Question

The table compares eleven metals of groups 1 to 3 in the diamond structure (2) and the fcc structure (1), from scalar-relativistic BLYP calculations without spin polarisation. Call the energy of structure 2 less structure 1 the cost ΔE, the valence electron count z, and the volumes per atom V₁ and V₂; the last column is V₂/V₁ − 1.

Metals of groups 1 to 3 in the fcc (1) and diamond (2) structures, computed with Ansatz 0.2.0: scalar-relativistic BLYP without spin polarisation, plane-wave PAW, cutoff 420 eV, Fermi-Dirac smearing of width 0.1 eV. Volumes are per atom, from equation-of-state fits; energies are extrapolated to zero smearing.

```
element  distinct k-meshes among the runs behind the row   Z  valence electrons    k mesh  energy of structure 2 less structure 1, BLYP (meV/atom)  volume of structure 1, BLYP (Å³)  volume of structure 2, BLYP (Å³)  volume of structure 2, BLYP over volume of structure 1, BLYP, less one (%)
     Li                              10x10x10 / 14x14x14   3                  1  10×10×10                                                      495                             19.96                             27.93                                                                        39.9
     Be                              12x12x12 / 19x19x19   4                  2  12×12×12                                                     1320                              7.89                             15.35                                                                        94.6
     Na                                 8x8x8 / 12x12x12  11                  1     8×8×8                                                      219                             37.31                             63.56                                                                        70.4
     Mg                                 9x9x9 / 13x13x13  12                  2     9×9×9                                                      444                             23.69                             45.17                                                                        90.7
      K                                    6x6x6 / 9x9x9  19                  1     6×6×6                                                      160                             75.86                            133.89                                                                        76.5
     Sc                                 9x9x9 / 13x13x13  21                  3     9×9×9                                                     1684                             24.92                             38.61                                                                        54.9
     Rb                                    6x6x6 / 9x9x9  37                  1     6×6×6                                                      113                             95.24                            166.75                                                                        75.1
      Y                                 8x8x8 / 12x12x12  39                  3     8×8×8                                                     1674                             33.30                             53.56                                                                        60.8
     Cs                                    5x5x5 / 8x8x8  55                  1     5×5×5                                                      100                            125.49                            224.61                                                                        79.0
     Ba                                 6x6x6 / 10x10x10  56                  2     6×6×6                                                      758                             67.42                            167.51                                                                       148.5
     Lu                                 8x8x8 / 12x12x12  71                  3     8×8×8                                                     1585                             29.57                             54.56                                                                        84.5
```

(a) Explain the sign of ΔE and estimate its size for Na from a model without parameters.
(b) How far does the model account for the run down and across the groups?
(c) What does the volume change say about bond lengths?
(d) Account for the alkalis as a family, for Li, Mg and Ba, and for group 3.

Model answer

(a) Diamond repays its four neighbours when about four electrons per atom fill four directed bonds. With one to three electrons the diamond cells stay metallic in these runs, their bands overlapping or touching at the Fermi level. The simplest picture of such a metal is ions of charge ze in a uniform electron background, and there the structure enters only through the electrostatic energy per atom:

E = −α z² e² / (8πε₀R),  with (4π/3)R³ = V

An Ewald sum gives α = 1.7917 for fcc and 1.6709 for diamond. Close packing keeps like ions far apart, whereas diamond pulls four ions close and leaves voids of electron charge with no ion in them. At equal volume this model therefore makes diamond the dearer structure, by

ΔE_M = Δα z² e² / (8πε₀R),  Δα = 0.1209

For Na at its fcc volume, with e²/(4πε₀) = 14.4 eV·Å:

R = (3 × 37.31 Å³ / 4π)^(1/3) = 2.073 Å
ΔE_M = 0.1209 × 1² × 14.4 / (2 × 2.073) eV = 0.42 eV

The table gives 219 meV, about half of this. A value below the estimate is to be expected: diamond lowers its energy by expanding, and its electrons can leave the voids for the space between neighbours. All eleven costs are positive and below ΔE_M. Since neither structure is the ambient one of these elements (bcc or hcp), ΔE is not a height above the ground state.

(b) The formula says that the cost rises with charge and falls with size. Both hold broadly: ΔE falls steadily from Li to Cs, and Sc costs 10.5 times as much as K. One factor c in ΔE = c·ΔE_M, fitted to all rows, comes out at 0.44 and leaves a typical misfit of a factor 1.4. Na, which was part of the fit, is placed 16 % below its tabulated cost.

The fit does not single out electrostatics. A cost proportional to z times the free-electron Fermi energy, which scales as z^(5/3)/R², does equally well, with a typical factor of 1.38. From Na to Cs the cost falls as R to the power −1.99, close to that second form and twice as steep as the Madelung form. The numbers thus show growth with z and decline with R, while the point-ion argument supplies the sign and the order of size; the row-by-row residuals are in the output printed after this text.

(c) With nearest-neighbour distance d,

V₁ = d³/√2,  V₂ = 8d³/(3√3),  V₂/V₁ = 2.177

so unchanged bonds would mean a volume change of +117.7 %. Ten rows swell less, which means that their bonds are shorter in diamond, by 3.7 % for Be up to 13.7 % for Li. This is the usual result of lower coordination: the bonding energy of a metal atom grows roughly as the square root of its number of neighbours, so each of four bonds is stronger than each of twelve and pulls harder against the core repulsion. Ba alone has the longer bond in diamond, by 4.5 %.

(d) Part of the remaining structure can be argued by counting bands in the two-atom diamond cell, where the s orbitals form one bonding and one antibonding band. An alkali brings two electrons per cell, enough for the bonding band only, which suits the open lattice. Symmetry makes the two bands touch at the zone-face point X, so no gap can open, but the density of states there is low. The smearing entropy of the runs puts it at 0.56 to 0.72 of the free-electron value for Na to Cs. The small gap found for Cs is an artefact of a 5×5×5 mesh that misses X, and the coarse meshes make these densities rough.

Bond counting then measures how lightly the alkalis get off. At fixed distance the square-root rule takes away 1 − √(4/12) = 0.42 of the cohesive energy. Against rough recalled cohesive energies, groups 2 and 3 lose 0.30 to 0.43, while Na to Cs lose 0.20 or less. That the well-filled bonding band is the reason is argued here; BLYP's own cohesive energies would shift these fractions.

Li leaves the alkali line: the power law through Na to Cs gives 343 meV for it, against 495 meV in the table. Its diamond phase also has other bands: they overlap by 0.97 eV where those of Na overlap by 0.23 eV, and the density of states lies above the free-electron value, not below it as in Na to Cs. The standard explanation is that Li has no p core, so its 2p states feel a strong attraction, lie low and mix into the s bands. That fits the wide overlap and the short bond, but no column tests whether it also raises the cost.

A group 2 atom brings four electrons per cell, which would fill the bonding and antibonding s bands alike and give no net bond. Binding then depends on higher bands, which can overlap the s pair and take electrons from it, or mix into it. The overlap is 5.59 eV in Be, 3.03 eV in Mg and only 0.19 eV in Ba. Diamond Ba thus moves few electrons out of the lower pair, which agrees with its long bond. It is not a set of closed s² atoms, though: on the rough cohesive scale it loses 0.40 of its binding, no more than Be, so d states probably mix into its filled bands. Its cost exceeds that of Mg by a factor 1.71 although it is the larger atom; a likely but untested cause is that fcc Ba gains more binding from 5d states than the open cell does.

Mg is the opposite misfit: both scaling laws overshoot its cost by about a factor of two. The cohesive scale handles it better, with a fraction of 0.30 against 0.40 for Be and Ba. A guess consistent with this is that Mg, with neither the low p level of Be nor the low d level of Ba, is weakly bound in either structure and has little to lose.

In the scaling laws group 3 is dear because z is largest, and nearly flat because the three radii differ by only a tenth. Lu breaks the order: it lies 89 meV below Y although its radius is smaller. These rows are not free-electron metals: their density of states is 3.4 to 5.6 times the free value, as narrow d bands give. Lost d bonding is therefore a likelier cause of the high cost, though untested here; the lost fractions of 0.36 to 0.43 lie near the 0.42 of the square-root rule. That the point-ion scaling holds for them as well as for the heavier alkalis is a warning that a working fit need not describe the electrons. A high density of states also favours magnetism, and spin was switched off, so the zero moments were imposed; a magnetic state in either structure would change ΔE.

Remarks on the reasoning

Small orderings earn no explanation. Sc lies 10 meV above Y, while the step to zero smearing in diamond Sc is 63 meV per atom. Rb and Cs differ by 13 meV against a step of 14 meV in Cs, and three diamond Cs runs (volume scales 1.0, 1.08 and 1.12), one Rb run (1.08) and one K run (1.12) flagged a rough exchange-correlation potential where the density is thin. What this does to the energies and fitted volumes of K, Rb and Cs was not tested. They are three of the four points behind the power law through Na to Cs, so that law and the value it gives for Li carry the doubt too. The contrasts between groups are far larger than these small differences and smearing steps.

Volumes of soft phases depend on which energy is minimised. Taking the diamond minimum of the free energy instead, with fcc as tabulated, raises the change for Sc from 54.9 to 64 % and lowers that for Ba from 148.5 to 139 %. Ba keeps the longer bond, so the argument in (d) stands, but the spread within group 3 is partly a matter of smearing.

All band evidence comes from diamond cells, so statements on fcc states are argument only. Those cells were held in their symmetry and may be dynamically unstable; the costs and bond lengths then describe a constrained structure, not a phase that could persist. BLYP misses the uniform-gas limit and runs here on datasets made for PBE, without spin-orbit coupling or zero-point motion, so the values belong to this calculation and not to nature.

The analysis program printed:

```
Madelung constants: fcc 1.7917, diamond 1.6709, difference 0.1209 (6.7 %)
Na diamond cell, Ewald energy: formula -815.6 eV, run -815.7 eV (checks the constant only)
el z R_fcc/A cost/meV Madelung/meV cost/Madelung cost/cohesive | fit error %: Madelung, z*E_F, cohesive
Li 1 1.683   495   517 0.96 0.31 |  -54  -33  -14
Be 2 1.235  1320  2819 0.47 0.40 |   -6  +48  -33
Na 1 2.073   219   420 0.52 0.20 |  -16   -1  +34
Mg 2 1.782   444  1954 0.23 0.30 |  +94 +111  -10
K  1 2.626   160   331 0.48 0.17 |   -9  -15  +55
Sc 3 1.812  1684  4323 0.39 0.43 |  +13   +6  -38
Rb 1 2.833   113   307 0.37 0.13 |  +20   +3 +101
Y  3 1.996  1674  3925 0.43 0.38 |   +3  -12  -30
Cs 1 3.106   100   280 0.36 0.12 |  +23   -3 +114
Ba 2 2.525   758  1379 0.55 0.40 |  -20  -39  -33
Lu 3 1.918  1585  4084 0.39 0.36 |  +13   +0  -26
cost = c*Madelung: c = 0.440, rms factor 1.40, worst Li, Mg
cost = c*z*E_F: c = 0.067, rms factor 1.38, worst Mg, Ba
cost = c*cohesive (rough recalled): c = 0.267, rms factor 1.56, worst Cs, Rb
free powers z^m R^n: m = 1.64, n = -1.51, rms factor 1.34 (Madelung 2, -1; z*E_F 1.67, -2)
alkalis, power of R: all five -2.51; without Li (no p core) -1.99
that line gives Li 343 meV, table 495 meV
cost ratios: Be/Li 2.67, Mg/Na 2.03, Ba/Cs 7.58, Sc/K 10.5, Y/Rb 14.8
cost ratios: Li/Cs 4.95, Be/Mg 2.97, Ba/Mg 1.71 (Madelung Ba/Mg 0.71)
differences/meV: Sc-Y 10, Y-Lu 89, Rb-Cs 13
equal bond length would give a volume change of 117.7 %
el dV/% bond fcc, diamond/A change/% | diamond: overlap/eV, smearing corr./meV, states/eV/atom, over free-electron
Li  39.9 3.04 2.63 -13.7 |  0.97   8 0.48 1.26
Be  94.6 2.23 2.15  -3.7 |  5.59   9 0.53 1.65
Na  70.4 3.75 3.46  -7.9 |  0.23   8 0.47 0.72
Mg  90.7 3.22 3.08  -4.3 |  3.03  12 0.76 1.16
K   76.5 4.75 4.43  -6.8 |  0.06  11 0.68 0.64
Sc  54.9 3.28 2.93 -10.7 |  0.66  63 3.82 5.64
Rb  75.1 5.13 4.77  -7.0 |  0.03  12 0.71 0.57
Y   60.8 3.61 3.26  -9.6 |  0.90  58 3.53 4.18
Cs  79.0 5.62 5.26  -6.3 | -0.17  14 0.85 0.56
Ba 148.5 4.57 4.77  +4.5 |  0.19  51 3.10 1.97
Lu  84.5 3.47 3.28  -5.4 |  0.80  47 2.87 3.36
diamond minimum (scale): zero-smearing, free energy | at the latter: volume/A^3, dV/%, bond change/% (fcc as tabled)
Sc 0.945 1.000 | 40.8 64 -9.0
Y  0.945 1.000 | 56.7 70 -7.9
Ba 1.038 1.000 | 161.3 139 +3.2
Lu 0.988 1.001 | 55.3 87 -5.0
Sc volume from its zero-pressure cell (edge 4.871 A): 40.9 A^3
rounding of the table: 0.5 meV, at most 0.5 % of a cost; volumes at most 0.06 %
```
